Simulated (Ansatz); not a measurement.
## Mg₂O: the change of pressure and energy above lowest point with volume per atom

Results calculated with Ansatz 0.2.0 development build, not measured. Equation of state of a cubic crystal from periodic Kohn-Sham density functional theory without spin; pressure corrected for the finite basis.

Cell of the first row (space group Fm-3m, No. 225):
```
CELL_PARAMETERS angstrom
0.00000 2.76210 2.76210
2.76210 0.00000 2.76210
2.76210 2.76210 0.00000
ATOMIC_POSITIONS crystal
Mg 0.25000 0.25000 0.25000
Mg 0.75000 0.75000 0.75000
O 0.00000 0.00000 0.00000
```

Settings of every row: formula Mg2O; structure type antifluorite; functional PBE; spin treatment none; k mesh 17x17x17; occupation method fermi-dirac; occupation width 0.061225619 eV; wave cutoff 420 eV; datasets soft-1 PAW; density cutoff ratio 4.

Limits: a cubic model structure, not a phase known at ambient conditions.

```
row  volume per atom (Å³)  pressure (GPa)  energy above lowest point (meV/atom)
  1                14.049           4.018                                 10.66
  2                14.348            2.54                                  4.56
  3                14.647               ?                                     ?
  4                14.946          -0.011                                     0
  5                15.245          -1.106                                  1.06
  6                15.544          -2.101                                  4.06
  7                15.842          -3.008                                  8.84
```

Question: what pressure and energy above lowest point should row 3 give?

Worked fit of pressure. Take u = (V_r/V)^(2/3) − 1 with V_r = 15.095 Å³ an atom, which is twice the finite (Eulerian) strain; such expansions in the strain, on which the Birch-Murnaghan equation of state is built, carry the rest volume and the bulk modulus. The shown rows have u = 0.04904, 0.03441, 0.00664, -0.00657, -0.01935, -0.03169. Least squares give pressure = −0.5704 + 83.359 × u + 207.06 × u² GPa; a straight line predicts inner rows, each left out in turn, worse (root mean square 0.13 against 0.0057 GPa). The rows lie off it by 0.003, -0.003, -0.003, 0.003, 0.005, -0.004 (root mean square 0.0036 GPa). The pressure vanishes at u = 0.0067, or V = 14.94 Å³ an atom, and there the bulk modulus at fixed shape and fractions is B = −V dP/dV = (2/3)(1 + u) dP/du = 57.8 GPa. The withheld row has u = 0.02029, so the fit gives −0.5704 + 83.359 × (0.02029) + 207.06 × (0.02029)² = 1.206 GPa.

The calculation gave 1.2 GPa. The fit lies 0.006 GPa (0.085 % of the column's range) above it; its largest miss of a shown row is 0.005 GPa.

Worked fit of energy above lowest point. Take u = (V_r/V)^(2/3) − 1 with V_r = 15.095 Å³ an atom, which is twice the finite (Eulerian) strain; such expansions in the strain, on which the Birch-Murnaghan equation of state is built, carry the rest volume and the bulk modulus. The shown rows have u = 0.04904, 0.03441, 0.00664, -0.00657, -0.01935, -0.03169. Least squares give energy above lowest point = 0.27 − 80.94 × u + 5972 × u² meV/atom; a straight line predicts inner rows, each left out in turn, worse (root mean square 3.7 against 0.0099 meV/atom). The rows lie off it by 0.00, 0.00, 0.00, 0.00, -0.01, 0.01. Its lowest point lies at u = 0.0068, or V = 14.94 Å³ an atom, and the curvature there gives the bulk modulus at fixed shape and fractions, B = (4/9)(1 + u)² E″(u)/V = 57.7 GPa. The withheld row has u = 0.02029, so the fit gives 0.27 − 80.94 × (0.02029) + 5972 × (0.02029)² = 1.09 meV/atom.

The calculation gave 1.09 meV/atom. The fit meets it to the printed digit.
